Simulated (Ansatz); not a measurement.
## Relative energies of C3H9BS isomers

2 of its isomers, all singlets with charge 0: A = `CC(C)BS`; B = `CSB(C)C`.

Shapes, held fixed at every level: PBE0-D4/def2-TZVP. Flexible molecules stand in one conformer, not always the lowest. Programs: Ansatz 0.2.0.

A:

```xyz
14

C     0.3262    1.5014   -0.0846
C    -0.2648    0.0906   -0.0438
C    -0.0006   -0.6387   -1.3651
B     0.3700   -0.7293    1.1307
S    -0.5251   -1.5162    2.4476
H     1.4107    1.4665   -0.2220
H    -0.0959    2.0728   -0.9172
H     0.1258    2.0561    0.8354
H    -1.3506    0.1747    0.0886
H     1.0728   -0.7491   -1.5435
H    -0.4445   -1.6373   -1.3778
H    -0.4201   -0.0757   -2.2046
H     1.5563   -0.8864    1.1936
H    -1.7730   -1.1586    2.0914
```

B:

```xyz
14

C    -1.7192    0.1416    1.5665
S    -0.6309    1.2950    0.7008
B     0.4040    0.2923   -0.3544
C     0.2962   -1.2731   -0.3934
C     1.4524    1.0719   -1.2227
H    -2.3858   -0.3633    0.8680
H    -2.3175    0.7230    2.2672
H    -1.1422   -0.5971    2.1214
H    -0.7343   -1.6382   -0.4047
H     0.7535   -1.6890    0.5135
H     0.8257   -1.7062   -1.2451
H     1.4773    2.1512   -1.0622
H     2.4571    0.6729   -1.0412
H     1.2507    0.8897   -2.2850
```

Electronic energies in kJ/mol, without zero-point or thermal terms.

(1) Which isomer should be the most stable, and roughly by how much?

Answers

(1) B < A in rising energy, over a span of 48 kJ/mol, by CCSD(T)/CBS estimate. All levels agree on that. The B − A difference spans -53.0 to -43.4 kJ/mol over the levels. The CBS estimate extrapolates MP2 from def2-TZVPP and def2-QZVPP and adds CCSD(T) − MP2 in the triple-zeta set, cores frozen.

```
               level                   kind  B − A
       HF/def2-TZVPP           Hartree–Fock  -43.4
    SPW92/def2-TZVPP                    LDA  -52.3
 B3LYP-D4/def2-TZVPP          global hybrid  -52.5
  PBE0-D4/def2-TZVPP          global hybrid  -53.0
      MP2/def2-TZVPP    perturbation theory  -46.7
  CCSD(T)/def2-TZVPP  coupled cluster or CI  -43.8
CCSD(T)/CBS estimate  coupled cluster or CI  -47.9
```

The dimethyl(methylthio)borane B lies clearly below the isopropyl(mercapto)borane A, and the gap is far larger than the disagreement between methods. Both isomers keep a three-coordinate boron bound to sulfur, with the substituents oriented so that a sulfur lone pair can donate into the empty boron p orbital. That stabilisation should therefore largely cancel. What changes is the rest of the bond inventory: B trades two C–C bonds, a B–H and an S–H bond for a second B–C bond, an S–C bond and two more C–H bonds. The preference probably originates at boron, where two polar B–C bonds and hyperconjugation from two methyl groups stabilise the electron-poor centre; moving carbon onto sulfur is not normally a gain in itself.

Hartree–Fock already gives -43.4 kJ/mol, almost the CCSD(T) value in the same basis, so correlation is not what sets the order. The shift to -47.9 kJ/mol on extrapolation reflects basis-set incompleteness. The ordering implies nothing about how readily A would rearrange to B.
